# Notes: concentration exponents for a charged interstitial-substitutional acceptor

An acceptor A sits on cation sites as immobile $A_s^-$ and moves only as the interstitial $A_i^{j+}$, trading places with host interstitials $I^{k+}$ (kick-out):

$$A_i^{j+} \rightleftharpoons A_s^- + I^{k+} + (j+1-k)\,h^+ \tag{1}$$

The hole count follows from charge balance, $j=-1+k+(j+1-k)$. I want the effective diffusivity defined by $\partial_t C_s=\partial_x(D_{\rm eff}\,\partial_x C_s)$, prefactor and power of $C_s$ included. Conventions: $x$ points into the crystal, concentrations are in cm$^{-3}$, diffusivities in cm$^2$/s, $q>0$ is the elementary charge, and a star marks the value at the surface, in equilibrium with the ambient.

## Premises

1. Reaction (1) is fast and in local equilibrium, and all species are dilute on their sites.
2. Each interstitial has one dominant charge state, with $D_i$ and $D_I$ independent of concentration and the Einstein relation valid.
3. Holes are non-degenerate and in equilibrium among themselves (flat Fermi level).
4. The crystal is quasi-neutral, A is fully ionised, and $C_i, C_I, n_i\ll C_s$, so $p=C_s$.
5. The surface holds $A_i$ and $I$ at equilibrium. Vacancies play no part.
6. The bulk has no sinks for $I$ (I relax this at the end).

## Step 1: mass action

Equating electrochemical potentials across (1), the electrostatic terms cancel because the reaction conserves charge, and dilute statistics leave

$$\frac{C_s\,C_I\,p^{\,j+1-k}}{C_i}=K(T). \tag{2}$$

Charging a neutral interstitial, $X^0+z\,h^+\rightleftharpoons X^{z+}$, gives $C_{X^{z+}}\propto C_{X^0}\,p^z$. So I split the Fermi-level factor off each mobile species. With $s=C_s/C_s^*=p/p^*$,

$$C_i=C_i^*\,s^{\,j}\,u,\qquad C_I=C_I^*\,s^{\,k}\,w. \tag{3}$$

Here $u$ and $w$ are activities relative to the ambient: $w=1$ means that $I$ has its equilibrium concentration at the local Fermi level, which itself varies as $p^k$. Dividing (2) by its surface value gives $s\cdot s^kw\cdot s^{j+1-k}/(s^ju)=1$, that is

$$u=s^2\,w. \tag{4}$$

The charges $j$ and $k$ have dropped out. One power of $s$ counts the acceptor and the other counts the hole that belongs to $A_s^-$.

## Step 2: field and fluxes

A flat Fermi level means $p\propto e^{-q\phi/k_BT}$, hence

$$\mathcal E=-\partial_x\phi=\frac{k_BT}{q}\,\partial_x\ln p .$$

For in-diffusion $p$ falls with depth, so the field points to the surface. A species of charge $+zq$ has drift velocity $zqD\mathcal E/k_BT$, and

$$J=-D\,\partial_xC+zDC\,\partial_x\ln p=-D\,p^{z}\,\partial_x\!\left(\frac{C}{p^{z}}\right).$$

Inserting (3), and defining the transport products $a=D_iC_i^*/C_s^*$ and $b=D_IC_I^*/C_s^*$,

$$J_i=-a\,C_s^*\,s^{\,j}\,\partial_xu,\qquad J_I=-b\,C_s^*\,s^{\,k}\,\partial_xw. \tag{5}$$

Drift cancels exactly the part of each concentration gradient that the Fermi level creates. Only activity gradients drive a flux.

## Step 3: continuity

Let $G$ be the net forward rate of (1). Each event makes one $A_s$ and one $I$ and consumes one $A_i$:

$$\partial_tC_s=G,\qquad \partial_tC_i=-\partial_xJ_i-G,\qquad \partial_tC_I=-\partial_xJ_I+G .$$

By premise 4 the stored amounts of $A_i$ and $I$ are negligible beside $C_s$, so I drop $\partial_tC_i$ and $\partial_tC_I$ against $G$:

$$\partial_tC_s=-\partial_xJ_i=+\partial_xJ_I. \tag{6}$$

The opposite signs say that A arrives where $I$ leaves.

## Step 4: host interstitials at equilibrium

If $I$ is removed easily, $w=1$ everywhere. Then $u=s^2$ and $C_i=C_i^*s^{\,j+2}$. From (5), $J_i=-2aC_s^*s^{\,j+1}\partial_xs$, and (6) gives

$$D_{\rm eff}^{(i)}=2a\,s^{\,j+1}=\frac{2D_iC_i}{C_s}\;\propto\;C_s^{\,j+1}. \tag{7}$$

The second form uses $D_iC_i/C_s=a\,s^{\,j+2}/s$. Without drift I would differentiate $s^{\,j+2}$ and get the prefactor $j+2$. The field pushes $A_i^{j+}$ back and subtracts $j$, leaving 2 for any charge. The exponent is the same either way. It does not contain $k$, and it does not depend on the mechanism, because with native defects at equilibrium $C_i/C_s$ is fixed by thermodynamics alone. A vacancy route would give the same law.

## Step 5: removal of host interstitials limits

If $A_i$ is supplied easily, its activity is flat, $u=1$. Note that $C_i$ is then not uniform but follows $s^{\,j}$. From (4), $w=s^{-2}$, a supersaturation that grows with depth, and $C_I=C_I^*s^{\,k-2}$. From (5), $J_I=+2bC_s^*s^{\,k-3}\partial_xs$, directed to the surface when $\partial_xs<0$. The second form of (6) gives

$$D_{\rm eff}^{(I)}=2b\,s^{\,k-3}=\frac{2D_IC_I}{C_s}\;\propto\;C_s^{\,k-3}, \tag{8}$$

where $C_I$ is the actual local concentration $C_I^*s^{\,k-2}$, not the equilibrium one. Drift is essential here. Without it the prefactor would be $2-k$, which vanishes for $k=2$ and is negative for $k=3$. For $k=2$ the concentration $C_I$ is flat and the field alone carries $I$ out. The exponent does not contain $j$.

## Step 6: both steps at finite rate

Equation (6) implies $\partial_x(J_i+J_I)=0$, so $J_i+J_I=g(t)$ across the doped layer. This $g$ is the leak of interstitials into the undoped crystal ahead of the front. I set $g=0$ and estimate it later. Then (4) and (5) give

$$a\,s^{\,j}\left(2sw\,ds+s^2dw\right)+b\,s^{\,k}dw=0\;\;\Rightarrow\;\;\frac{d\ln w}{ds}=-\frac{2a\,s^{\,n-1}}{a\,s^{\,n}+b},\qquad n\equiv j+2-k .$$

The numerator is $2/n$ times the derivative of the denominator. With $w(1)=1$ and $n\ne0$,

$$w(s)=\left(\frac{a+b}{a\,s^{\,n}+b}\right)^{2/n}. \tag{9}$$

The flux is $J_i=-J_I=bC_s^*s^{\,k}w\,(d\ln w/ds)\,\partial_xs$, and $k+n-1=j+1$, so

$$D_{\rm eff}=\frac{2ab\,s^{\,j+1}\,w}{a\,s^{\,n}+b},\qquad \frac1{D_{\rm eff}}=\frac{C_s}{2D_iC_i}+\frac{C_s}{2D_IC_I}. \tag{10}$$

The second form follows from the local values $D_iC_i/C_s=a\,w\,s^{\,j+1}$ and $D_IC_I/C_s=b\,w\,s^{\,k-1}$. The two steps add like resistors in series and the slower one controls. The local exponent is

$$m(s)=\frac{d\ln D_{\rm eff}}{d\ln s}=j+1-(n+2)\,\frac{a\,s^{\,n}}{a\,s^{\,n}+b}. \tag{11}$$

For $as^n\ll b$ it tends to $j+1$. For $as^n\gg b$ it tends to $j+1-n-2=k-3$. Both limits are recovered. For $n=0$ the same integration gives $w=s^{-2a/(a+b)}$ and the constant exponent $j+1-2a/(a+b)$, which runs from $j+1$ to $j-1=k-3$.

Three consequences are worth keeping.

- The crossover lies at $C_c=C_s^*(b/a)^{1/n}$. Equation (2) at the surface gives $C_i^*/C_I^*=(C_s^*)^n/K$, so $C_c^{\,n}=KD_I/D_i$, a function of temperature only.
- For $n>0$ and $C_s^*>C_c$ the layer near the surface tends to (8) and the deep end to the exponent of (7), with the prefactor raised by $w_\infty=(1+a/b)^{2/n}$.
- With $D_{\rm eff}=D_0s^{\,j+1}$ the profile ends in an abrupt front. For a front at $x_f$ moving at speed $v$, the balance $-D_0s^{\,j+1}\partial_xs=vs$ integrates to $s^{\,j+1}=(j+1)v(x_f-x)/D_0$.

What does a Ga-rich ambient do in GaAs? Equilibrium with the vapour gives $C_I^{\rm eq}\propto P_{\rm As_4}^{-1/4}$ and $C_{V_{\rm Ga}}^{\rm eq}\propto P_{\rm As_4}^{+1/4}$ at fixed Fermi level. At fixed $C_s^*$, (2) makes $C_i^*\propto C_I^*$, so $a$ and $b$ rise together. The Ga-rich ambient speeds everything up and works in favour of premise 5 by suppressing Ga vacancies, but it does not move $C_c$ and so does not by itself choose between (7) and (8).

## Range of validity

**Hole statistics.** With rigid bands a dilute defect of charge $z$ follows $\lambda^z$, where $\lambda=e^{\eta-\eta^*}$ and $\eta=(E_v-E_F)/k_BT$. Repeating the steps with $\lambda$ in place of $p/p^*$ gives $u=s\lambda w$. With $\gamma=d\ln\lambda/d\ln s$,

$$D_{\rm eff}^{(i)}=(1+\gamma)\,a\,\lambda^{\,j+1},\qquad D_{\rm eff}^{(I)}=(1+\gamma)\,b\,\lambda^{\,k-1}s^{-2}, \tag{12}$$

and the exponents are $(j+1)\gamma+\delta$ and $(k-1)\gamma-2+\delta$, with $\delta=d\ln(1+\gamma)/d\ln s$. The case $\gamma=1$ returns (7) and (8). At low doping $p=C_s/2+(C_s^2/4+n_i^2)^{1/2}$ and $\gamma=C_s/(C_s^2+4n_i^2)^{1/2}<1$. In the intrinsic limit $\gamma\to0$ the exponents become 0 and $-2$, the values for a neutral kick-out diffuser. At high doping $p=N_v\mathcal F_{1/2}(\eta)$ and $\gamma=\mathcal F_{1/2}/\mathcal F_{-1/2}>1$, with $\mathcal F_\mu$ the Fermi-Dirac integrals normalised by $1/\Gamma(\mu+1)$. The clean exponents need $n_i\ll C_s\ll N_v$.

**Flat Fermi level and neutrality.** The holes that accompany A need a gradient of their quasi-Fermi level that is of relative size $D_{\rm eff}/D_p$. Neutrality needs profile features wider than the Debye length $L_D=(\varepsilon k_BT/q^2p)^{1/2}$, and it fails only at the very tip of the front.

**Leak.** Ahead of the front $p=n_i$, and $I$ spreads from the excess $(w_\infty-1)C_I^*\nu^k$ with $\nu=n_i/C_s^*$. A constant-source estimate gives $g\approx(w_\infty-1)C_I^*\nu^k(D_I/\pi t)^{1/2}$. Against the uptake flux of order $C_s^*(D_{\rm eff}/t)^{1/2}$, and with $\epsilon=C_I^*/C_s^*$,

$$\frac{g}{J}\approx(w_\infty-1)\,\nu^k\left(\frac{\epsilon\,b}{\pi D_{\rm eff}}\right)^{1/2}. \tag{13}$$

For $k=0$ the factor $\nu^k$ gives no protection and this ratio has to be watched.

**Sinks.** Dislocations of density $\rho_d$ absorb excess $I$ over a length of order $\rho_d^{-1/2}$. Equations (8) to (11) need $\rho_dx_f^2\ll1$. In the opposite case the sinks balance the generation locally, $G\approx\rho_d\,b\,C_s^*s^{\,k}(w-1)$. Where $s$ is of order one, $G\sim C_s^*/t$ gives $w-1\sim(\rho_d\,b\,t)^{-1}$, which equals $(a/b)/(\rho_dx_f^2)$ for the depth $x_f^2\sim at$ of law (7). Sinks therefore enforce $w\to1$ and (7) only for $\rho_dx_f^2\gg a/b$, that is $t\gg1/(\rho_d b)$, and the factor $s^k$ makes the condition stricter towards the front. For $1\ll\rho_dx_f^2\ll a/b$ the supersaturation stays large and neither (7) nor (8) to (11) holds. Since the supersaturation can itself nucleate loops, a crystal may move between these cases during the anneal.

**Charge states.** If several states of $I$ coexist, $b\,s^k$ in (5) becomes a sum over $k$, and no single power results. The same holds for $A_i$.

## Illustration: Zn in GaAs, Ga-rich, 1173 K

Here $k_BT=0.1011$ eV. Compiled values: the 0 K gap 1.519 eV, the $\Gamma$ mass $0.067\,m_e$, the Luttinger parameters 6.98, 2.06, 2.93 and the spin-orbit splitting 0.341 eV (Vurgaftman 2001), and the static dielectric constant 12.87 at 300 K (Rakita 2019). I use the masses and the dielectric constant unchanged at 1173 K, with parabolic bands, so carrier densities carry two figures at best.

*Bands.* The spherical average $\bar\gamma=(2\gamma_2+3\gamma_3)/5=2.582$ gives $m_{hh,lh}=1/(\gamma_1\mp2\bar\gamma)=0.551$ and $0.082$ in units of $m_e$. Each band contributes $2(2\pi mk_BT/h^2)^{3/2}$, so $N_v=8.4\times10^{19}$ cm$^{-3}$. The split-off band carries a Boltzmann factor 0.034 and I leave it out. The $\Gamma$ valley gives $3.36\times10^{18}$ cm$^{-3}$. The upper valleys rival it at this temperature. With typical offsets of 0.29 eV (L) and 0.47 eV (X) and typical total density-of-states masses $0.56\,m_e$ and $0.85\,m_e$, they add 1.37 and 0.43 times the $\Gamma$ term, a factor 2.80 in all, so $N_c=9.4\times10^{18}$ cm$^{-3}$. The Varshni form $E_g=E_g(0)-\alpha T^2/(T+\beta)$ with typical $\alpha=0.5405$ meV/K and $\beta=204$ K gives $E_g=0.979$ eV, and $n_i=(N_cN_v)^{1/2}e^{-E_g/2k_BT}=2.2\times10^{17}$ cm$^{-3}$. The whole span from $n_i$ to $N_v$ is a factor of about 380.

*Assumed inputs:* $j=1$, $k=2$ (so $n=1$, no hole in (1), exponents $+2$ and $-1$), $C_s^*=2\times10^{19}$ cm$^{-3}$, $a=1.0\times10^{-9}$ cm$^2$/s, $b=2.5\times10^{-10}$ cm$^2$/s, $\epsilon=10^{-3}$, and $C_i^*/C_s^*$ no larger than $\epsilon$. Then $a/b=4$, $C_c=5\times10^{18}$ cm$^{-3}$, $w_\infty=25$, and

$$w=\frac{25}{(1+4s)^2},\qquad D_{\rm eff}=\frac{50\,a\,s^2}{(1+4s)^3},\qquad m=2-\frac{12s}{1+4s}.$$

| $C_s$ (cm$^{-3}$) | $s$ | $w$ | $D_{\rm eff}$ ($10^{-10}$ cm$^2$/s) | $m$ |
|---|---|---|---|---|
| $2\times10^{19}$ | 1 | 1.00 | 4.0 | −0.40 |
| $1\times10^{19}$ | 0.5 | 2.78 | 4.6 | 0.00 |
| $5\times10^{18}$ | 0.25 | 6.25 | 3.9 | 0.50 |
| $2\times10^{18}$ | 0.1 | 12.8 | 1.8 | 1.14 |
| $1\times10^{18}$ | 0.05 | 17.4 | 0.72 | 1.50 |

At the surface the two limits are $2a=20$ and $2b=5.0$ in the units of the table, and their series sum is 4.0. The model's $D_{\rm eff}$ peaks at $C_s=2C_c$. Neither pure exponent is reached. From (11), $m$ comes within 0.2 of a limit only for $C_s/C_c<1/14$ or $>14$, that is below $3.6\times10^{17}$ or above $7.0\times10^{19}$ cm$^{-3}$, where $n_i$ or $N_v$ already interferes. A clean power law over the extrinsic window needs $C_c$ outside it, or sinks that enforce $w=1$.

*Sizes of what I neglected.*

- Degeneracy: at the surface $p/N_v=0.24$, $\gamma=1.084$ and $\delta=0.040$, so the limiting exponents shift from 2 to 2.2 and from $-1$ to $-0.9$. Band tails and doping-induced shifts of the band edge are not in this estimate. The second decimal of $m$ in the table is therefore arithmetic within the model and nothing more.
- Intrinsic carriers: at $10^{18}$ cm$^{-3}$, $p/C_s=1.05$ and the prefactor 2 drops to 1.9.
- Ionisation: a typical Zn binding energy of 31 meV gives a hydrogenic radius $q^2/(8\pi\varepsilon E_A)=1.8$ nm, and the Mott criterion with its typical constant 0.26 puts the merging of the level with the band at $3.0\times10^{18}$ cm$^{-3}$. Below that, an isolated level with assumed degeneracy 4 has a neutral-to-ionised ratio $4(p/N_v)e^{E_A/k_BT}$ of 0.065 at $p=10^{18}$ and 0.19 at $3\times10^{18}$ cm$^{-3}$. Premise 4 is soft at that level in the middle of the table.
- Storage: $C_I/C_s=\epsilon\,s\,w$ peaks at $1.6\,\epsilon$, at $s=0.25$.
- Leak: $\nu=0.011$, and (13) with the surface $D_{\rm eff}$ gives $4\times10^{-5}$.
- Holes: with a typical $D_p$ of order 1 cm$^2$/s the ratio $D_{\rm eff}/D_p$ stays below $10^{-9}$.
- Lengths: $L_D=8.5$ nm at $10^{18}$ cm$^{-3}$, against a depth scale $(D_{\rm eff}t)^{1/2}=12$ µm after 1 h. Taking that scale for $x_f$, sinks are negligible for $\rho_d\ll7\times10^5$ cm$^{-2}$. They enforce $w=1$ after 1 h only for $\rho_d\gg1/(bt)=1.1\times10^6$ cm$^{-2}$.

The diffusivity near $4\times10^{-10}$ cm$^2$/s and the 12 µm scale are the model's numbers. I chose $a$ and $b$ so that $D_{\rm eff}$ falls in the range of $10^{-10}$ to $10^{-9}$ cm$^2$/s that is typical for Zn in GaAs at this temperature and concentration, so the magnitude tests nothing. The ratio $a/b$ and the charges $j$ and $k$ are free choices as well. What the derivation fixes is the prefactor 2, the exponents $j+1$ and $k-3$, and the series rule (10) that joins them.